Over ±12 % in volume, two hand formulas with a single stiffness of 107 GPa give the pressures of these three forms of phosphorus within 3.5 % of the calculated values and the energies within 8 %, or 4 meV per atom. They succeed because they include the stiffening under compression and the pressure left in the unscaled cell. The plain parabola, which keeps that pressure but drops the stiffening, errs by up to 37 % in pressure.

Phosphorus in three structures, each relaxed cell scaled uniformly from 13.81 (omega), 14.48 (hcp) or 13.69 Å³/atom (bcc). Ansatz 0.2.0, PBEsol, scalar-relativistic plane-wave PAW, no spin polarisation, cutoff 420 eV, k meshes 9×9×14, 13×13×11 and 16×16×16. Energy changes from scale 1 are at zero smearing; pressures, positive in compression, are at 0.1 eV Fermi-Dirac smearing.

| volume scale | energy change, omega (AlB2-type) (meV/atom) | pressure, omega (AlB2-type) (GPa) | energy change, hcp (meV/atom) | pressure, hcp (GPa) | energy change, bcc (meV/atom) | pressure, bcc (GPa) |
| --- | --- | --- | --- | --- | --- | --- |
| 0.88 | 81.2 | 17.45 | 88.0 | 17.72 | 79.9 | 17.85 |
| 0.92 | 33.6 | 10.58 | 37.4 | 10.71 | 32.3 | 10.50 |
| 0.96 | 7.7 | 4.81 | 9.7 | 5.08 | 7.3 | 4.61 |
| 1.00 | 0.0 | 0.00 | 0.0 | 0.52 | 0.0 | -0.12 |
| 1.04 | 7.5 | -3.96 | 5.2 | -3.28 | 7.2 | -4.03 |
| 1.08 | 27.4 | -7.19 | 23.0 | -6.43 | 26.6 | -7.31 |
| 1.12 | 57.4 | -9.82 | 51.2 | -9.00 | 56.5 | -10.02 |

Let v be the volume scale, x = v − 1, V the volume per atom at scale 1, P₀ the pressure there, B the bulk modulus and B′ its rise with pressure. Expanding the pressure gives P = P₀ − Bx + B(B′+1)x²/2, and integrating E = −∫P dV gives E = V[−P₀x + Bx²/2 − B(B′+1)x³/6]. Since 1/vⁿ ≈ 1 − nx, the asymmetric terms can be written as powers of v, with n = (B′+1)/2 for P and (B′+1)/3 for E. With B′ = 4:

P ≈ P₀ − Bx / v^(5/2)

E ≈ V[−P₀x + Bx² / (2v^(5/3))], with 1 GPa Å³ = 6.24 meV.

Theory argues the size of B′. If the energy is a repulsion A/Vᵃ minus an attraction C/Vᵇ, differentiating at the minimum gives B′ = a + b + 2. Free-electron kinetic energy (a = 2/3) against electrostatic attraction (b = 1/3) gives 3, and steeper repulsion from ion cores raises it. This argues for a value somewhat above 3, not for exactly 4; least-squares Birch–Murnaghan fits to all seven pressures of each structure give 3.7 to 4.0, values that trade against the fitted B.

B itself has to be read off. It is a small remainder of large terms: between scale 1 and 0.88 the hcp calculation shifts its kinetic and ion–ion terms by about +7 and −18 eV per cell, while the total moves by 2 × 88.0 meV, or 0.18 eV. The free-electron kinetic term alone, with five electrons at the bcc volume, gives 727 GPa, nearly seven times too much. Balanced against the electrostatic attraction, as in the two-term model above, it shrinks to a fifth of that, within a factor of 1.4 but far too rough for errors of a few per cent. Two pressures either side of scale 1 suffice: for omega, (4.81 + 3.96)/0.08 = 109.6 GPa, and likewise 104.5 for hcp and 108.0 for bcc, with mean 107.

Neither worked row entered that mean. For omega at 0.88, x = −0.12 and P₀ = 0. The linear pressure 107 × 0.12 = 12.84 GPa times 0.88^(−5/2) = 1.377 gives 17.7 GPa against 17.45. For the energy, BV = 107 × 13.81 × 6.24 ≈ 9220 meV, half of it times 0.12² is 66.4 meV, and the factor 0.88^(−5/3) = 1.237 brings 82.2 meV against 81.2.

For hcp at 1.12, P₀ = 0.52 GPa matters. The pressure is 0.52 − 12.84 × 0.753 = −9.15 GPa against −9.00. The curvature term is 69.6 × 0.828 = 57.6 meV, the tilt −P₀Vx is −5.6 meV, and the sum of 52.0 meV compares with 51.2. The tilt explains why the hcp energies look more lopsided: with it removed, 88.0 and 51.2 meV become 82.4 and 56.8, close to omega's 81.2 and 57.4. The unscaled cell is short of its minimum by about P₀/B, half a per cent, which says nothing about bonding.

Over the 18 scaled cells the mean errors relative to the table are 1.7 % in pressure and 2.7 % in energy. Every hcp energy comes out too high, most at 0.88 (3.8 meV), partly because the shared B is too stiff for it. Each structure's own B lowers the mean pressure error to 1.0 % but raises the worst, omega at 0.88, to 3.8 %, partly since omega's Birch–Murnaghan B′ is the lowest (3.71) and its central slope exceeds the fitted B of 107.7 GPa. The bare polynomial does nearly as well for energies and about twice as badly for pressures.

The worst relative energy error, 7.8 % for omega at 1.04, is only 0.6 meV, and more than half of it is traceable to smearing. The pressure derives from the free energy F = E − TS/2, where E is the zero-smearing energy and TS the electronic entropy term, so it exceeds −dE/dV by half of d(TS)/dV. In all three structures TS grows from scale 0.88 to 1, as narrowing bands would cause, and yields 0.09 to 0.10 GPa, close to the average gap of 0.09 to 0.12 GPa between the pressures and the slope of a Birch–Murnaghan fit to the energies. For omega the gap at scale 1 is also 0.10 GPa, worth 0.3 meV at 1.04 and about 1 meV at the ends. Around scale 1 TS still climbs in omega, which gives 0.11 GPa, but it levels off in hcp (0.02 GPa) and bcc (about zero), where the gap is just 0.06 and 0.03 GPa, so 0.1 GPa is no general correction. Narrowing bands alone do not explain that levelling, since they would keep raising TS on expansion.

One B serves because the three stiffnesses lie close together, as is plausible for metals of similar volume; this does not show that packing is irrelevant. The "hcp" cell has c/a = 0.99 instead of 1.633 and six near neighbours at 2.46 Å, so only its symmetry is hcp. It is the roomiest and softest, but a 5 % spread over three structures, in PBEsol on datasets made for PBE and with zero moment imposed, supports no bonding argument. These cells are held in their symmetry and may be unstable. The stable form at ambient pressure is layered black phosphorus, much softer, turning rhombohedral near 5 GPa and simple cubic at roughly 10 GPa as recalled; 107 GPa does not apply to it.

The rule also describes a frozen shape. At 0.88 the axial stress exceeds the in-plane stress by 5.3 GPa in omega and 3.6 GPa in hcp, so relaxing c/a would lower both energies. Nor does it rank phases, because each energy column has its own zero: at scale 1 hcp lies 260 meV below bcc, more than any entry in the table, whereas bcc is only 9 meV below omega, a gap that the differing k meshes and the missing zero-point motion could shift; ranking under pressure needs enthalpies at equal pressure. At scale 0.7 the rule gives about 78 GPa and the extrapolated fits 74 to 79, agreement between similar models only.

For a new dense metallic cell, take B from two pressures a few per cent either side of scale 1, check P₀ before reading any asymmetry as physics, set B′ = 4, and keep shape and phase fixed. Errors of a few per cent within ±12 % are tested here for three phosphorus cells only; a metal whose B′ is well away from 4 will do worse at the ends.
